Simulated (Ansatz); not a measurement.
Abstraction of Br: GeH3Br + CClF2 → GeH3 + CBrClF2

Species: GeH3Br `[GeH3][Br]`, singlet; CClF2 (chlorodifluoromethyl radical) `F[C](F)Cl`, doublet; GeH3 `[GeH3]`, doublet; CBrClF2 `FC(F)(Cl)Br`, singlet. A radical takes Br: the energy is the difference in strength between the Ge–Br bond broken and the C–Br bond made.

Shapes, held fixed at every level: PBE0-D4/def2-TZVP. Programs: Ansatz 0.2.0. The zero-point and thermal change to 298 K, harmonic and unscaled (PBE0-D4/def2-TZVP), is -3.6 kJ/mol.

```csv
level,kind,ΔH(298 K) (kJ/mol),less CCSD(T)/def2-TZVPP
HF/def2-SVP,Hartree–Fock,+123.1,+44.0
SPW92/def2-TZVPP,LDA,+60.2,-18.9
PBE-D4/def2-TZVPP,GGA,+73.9,-5.2
B3LYP-D4/def2-TZVPP,global hybrid,+83.8,+4.7
wB97M-V/def2-TZVPP,range-separated hybrid,+71.7,-7.4
B2PLYP/def2-TZVPP,double hybrid,+85.9,+6.8
CCSD/def2-TZVPP,coupled cluster or CI,+84.9,+5.8
CCSD(T)/def2-TZVPP,coupled cluster or CI,+79.1,0.0
```

The highest level, CCSD(T)/def2-TZVPP, gives ΔH(298 K) = +79.1 kJ/mol; the levels span +60.2 to +123.1. The column of differences is taken from that level and isn't an error. No measured value is set beside it here. Open shells run unrestricted unless RO is named. Relativity is left out for Br, Ge unless named. Correlated rows may include outer-core shells of Br, Ge, which these sets cover unevenly.

Bromine transfer from germanium to carbon is uphill at every level, so the Ge–Br bond broken is markedly stronger than the C–Br bond made. Germanium is much less electropositive than a metal but still gives bromine a strongly polar bond, whereas the carbon in CBrClF2 already carries three electron-withdrawing halogens and gains little from a further polar bond. Lone-pair donation from F and Cl also stabilises the CClF2 radical, probably weakening the new bond further.

Hartree–Fock exaggerates the cost most, which suggests that correlation favours the product side, where bromine joins a carbon crowded with halogen lone pairs; its smaller basis may contribute. Triple excitations lower the coupled-cluster value in the same direction. The density functionals don't order simply by exact exchange: wB97M-V falls below PBE-D4, while B3LYP-D4 lies above it.

The reverse reaction, bromine abstraction by germyl, is therefore favourable in enthalpy, in keeping with the known halogen affinity of germyl radicals, but its rate depends on a barrier not computed here.
